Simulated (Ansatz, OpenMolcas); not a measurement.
How methods differ on GeH3 (SMILES [GeH3])

GeH3: 4 atoms, total charge 0, spin state doublet. As SMILES, `[GeH3]`. The coordinates come from a PBE0-D4/def2-TZVP relaxation.

| atom | x (Å) | y (Å) | z (Å) |
| --- | --- | --- | --- |
| Ge | 0.2146 | -0.1259 | -0.2494 |
| H | 1.0550 | 0.1096 | 1.0183 |
| H | -0.8828 | -1.1759 | -0.0001 |
| H | -0.3868 | 1.1922 | -0.7688 |

Each level gives the energy change with the Ge1–H4 bond stretched from 1.539 to 1.770 Å (eV). The values are calculated.

| level | kind | program | value (eV) | less CCSD(T)/def2-TZVPP | CPU time (all runs) |
| --- | --- | --- | --- | --- | --- |
| USVWN5/def2-TZVPP | LDA | Ansatz | 0.30 | -0.04 | 5.8 s |
| UTPSS/def2-TZVPP | meta-GGA | OpenMolcas | 0.31 | -0.03 | 58 s |
| UPBE0/def2-TZVPP | global hybrid | OpenMolcas | 0.32 | -0.02 | 41 s |
| U-wB97X/def2-TZVPP | range-separated hybrid | Ansatz | 0.34 | 0.00 | 50 s |
| UPBE-QIDH/def2-TZVPP | double hybrid | Ansatz | 0.37 | +0.03 | 14 s |
| RPA@PBE0/def2-TZVPP | RPA | Ansatz | 0.35 | +0.01 | 17 s |
| UMP2/def2-TZVPP | perturbation theory | Ansatz | 0.39 | +0.05 | 4.7 s |
| UCCSD(T)/def2-TZVPP | coupled cluster or CI | Ansatz | 0.34 | 0.00 | 63 s |

UCCSD(T)/def2-TZVPP is the highest level here, not the true value. All-electron rows without a relativistic Hamiltonian named are non-relativistic. The first shape isn't each level's own minimum. The values span 0.30 to 0.39 eV. In the correlated wave-function rows the outer d shell of Ge is correlated, in sets not made for it. CPU times are rough (shared hosts, several kinds of processor and program).

Stretching one Ge–H bond in the germyl radical costs a similar energy at every level, and no method departs qualitatively from the coupled-cluster reference. The cost reflects lost overlap between the Ge 4s/4p hybrid and H 1s, while the unpaired electron stays mainly in the lone-pair-like orbital on pyramidal germanium.

LDA, the meta-GGA and the global hybrid make the stretch slightly too easy, whereas MP2 makes it too costly, at 0.39 eV against 0.34 eV. The MP2 excess probably arises because second-order theory misses part of the correlation gained as the bonding and antibonding σ levels approach each other. The double hybrid also lies above the reference, but RPA is nearly on it, so including orbital-dependent correlation does not by itself imply an overly stiff bond.

The range-separated hybrid matches coupled cluster to the printed precision, but one displacement cannot establish that it follows the whole curve. Nor does the agreement carry over to the dissociation energy, since the bond is still largely intact at 1.770 Å.
